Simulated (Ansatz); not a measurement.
Ti₆O: do energies and stresses tell the same story?

Theory: DFT PBEsol, scalar-relativistic, plane waves, PAW (Ansatz).

Cutoff 420 eV; k points 12×12×4 on the computed 14-atom cell (Γ-centred); Gaussian smearing, width 0.10 eV; no spin polarisation.

Relaxed cell: P-31c, a = 5.053 Å, b = 5.053 Å, c = 9.371 Å, α = 90.00°, β = 90.00°, γ = 120.00°, 14 atoms in the primitive cell. Whether it is the stable form of this composition wasn't checked.

Energies at zero smearing and pressures from the stress tensor, at volumes with shape and atoms relaxed:
| V (Å³/atom) | E − E(first) (meV/atom) | P (GPa) |
| --- | --- | --- |
| 13.026 | 0.00 | 22.91 |
| 13.470 | -53.46 | 15.88 |
| 13.915 | -88.78 | 9.80 |
| 14.359 | -108.38 | 4.53 |
| 14.803 | -114.38 | -0.05 |
| 15.247 | -108.59 | -4.01 |
| 15.691 | -92.61 | -7.42 |

Problem. Check P = −dE/dV between neighbouring volumes, and get the bulk modulus from the pressures alone.

Solution. With 1 eV/Å³ = 160.2 GPa:
```tsv
middle V (Å³/atom)	−ΔE/ΔV (GPa)	mean P (GPa)
13.248	19.287	19.394
13.692	12.743	12.840
14.137	7.073	7.161
14.581	2.163	2.238
15.025	-2.088	-2.028
15.469	-5.767	-5.715
```

The two differ by 0.11 GPa at most. The mean of two end pressures misses the average over a step by about ΔV² P″/12, up to 0.08 GPa here; with that taken off 0.03 GPa remains. The stress is the derivative of the free energy, not of the energy at zero smearing, and with free energies 0.01 GPa remains. Around V = 14.803 Å³/atom, the two neighbours give B = −V ΔP/ΔV = 14.803 × 8.53 / 0.888 = 142.2 GPa, against B0 = 141.7 GPa from the Birch–Murnaghan fit of the energies.

Spin polarisation was left out, and a magnetic state may lie lower.

A ferromagnetic start lost its moments in a first run, so spin was left out; other magnetic orders weren't tried.

Cost: 8 runs of about 110 core-minutes in all, on AMD EPYC (Zen 3) (shared hosts).

Energies and stresses do tell the same story: both place equilibrium close to 14.803 Å³/atom and give nearly the same bulk modulus. The small remainder after the corrections leaves little room for Pulay stress from an incomplete plane-wave basis. Agreement of this kind tests internal consistency, not the functional, whose errors enter energy and stress alike.

The pressure falls at every step of expansion, but by less each time, so the crystal softens as it grows. Under compression the kinetic energy of the electrons and the overlap repulsion between ions rise steeply, whereas the cohesive attraction varies more gently. The energy well is therefore steeper on the compressed side. The modulus lies above that of pure titanium, as expected for a metal with oxygen in its octahedral interstices: polar Ti–O bonds with O 2p–Ti 3d mixing probably add resistance to compression while metallic Ti–Ti bonding persists. A positive bulk modulus shows resistance to uniform compression only, not stability against shear or phonon distortions.
